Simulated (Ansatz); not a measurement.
# A series in volume scale on HfO2

Free energy against uniform scaling of the volume at fixed shape and fractions; periodic cell, basis, potentials, k mesh and filling as listed. The results are calculated, by Ansatz 0.2.0.

The cell before it is scaled or strained (space group Fm-3m, No. 225):
```
CELL_PARAMETERS angstrom
0.00000 2.55750 2.55750
2.55750 0.00000 2.55750
2.55750 2.55750 0.00000
ATOMIC_POSITIONS crystal
Hf 0.00000 0.00000 0.00000
O 0.25000 0.25000 0.25000
O 0.75000 0.75000 0.75000
```

Settings of every row: functional PBE; dispersion none; potentials all-electron LAPW; k mesh 6x6x6; k shift 0x0x0; occupations fixed; smearing width 0 eV; spin none.

Limits: no spin-orbit coupling, which can matter with elements this heavy.

```csv
row,volume scale,V (Å³/atom),energy above lowest point (meV/atom)
1,0.92,10.26,?
2,0.96,10.706,7.3
3,1,11.152,0
4,1.04,11.598,19.1
5,1.08,12.044,59.5
```

Question: what energy above lowest point should row 1 give?

Worked fit of energy above lowest point. Take u = (V_r/V)^(2/3) − 1 with V_r = 11.375 Å³ an atom, which is twice the finite (Eulerian) strain; such expansions in the strain, on which the Birch-Murnaghan equation of state is built, carry the rest volume and the bulk modulus. The shown rows have u = 0.04124, 0.01329, -0.01286, -0.03738. Least squares give energy above lowest point = 6.59 − 734.7 × u + 18224 × u² meV/atom; a straight line predicts inner rows, each left out in turn, worse (root mean square 18 against 0.1 meV/atom). All shown rows lie on it to the printed digit. Its lowest point lies at u = 0.0202, or V = 11.04 Å³ an atom, and the curvature there gives the bulk modulus at fixed shape and fractions, B = (4/9)(1 + u)² E″(u)/V = 245 GPa. The withheld row has u = 0.0712, so the fit gives 6.59 − 734.7 × (0.0712) + 18224 × (0.0712)² = 46.7 meV/atom.

The calculation gave 47.1 meV/atom. The fit lies 0.4 meV/atom (0.67 % of the column's range) below it; its largest miss of a shown row is 0.0 meV/atom. This row lies beyond the range of the fit.
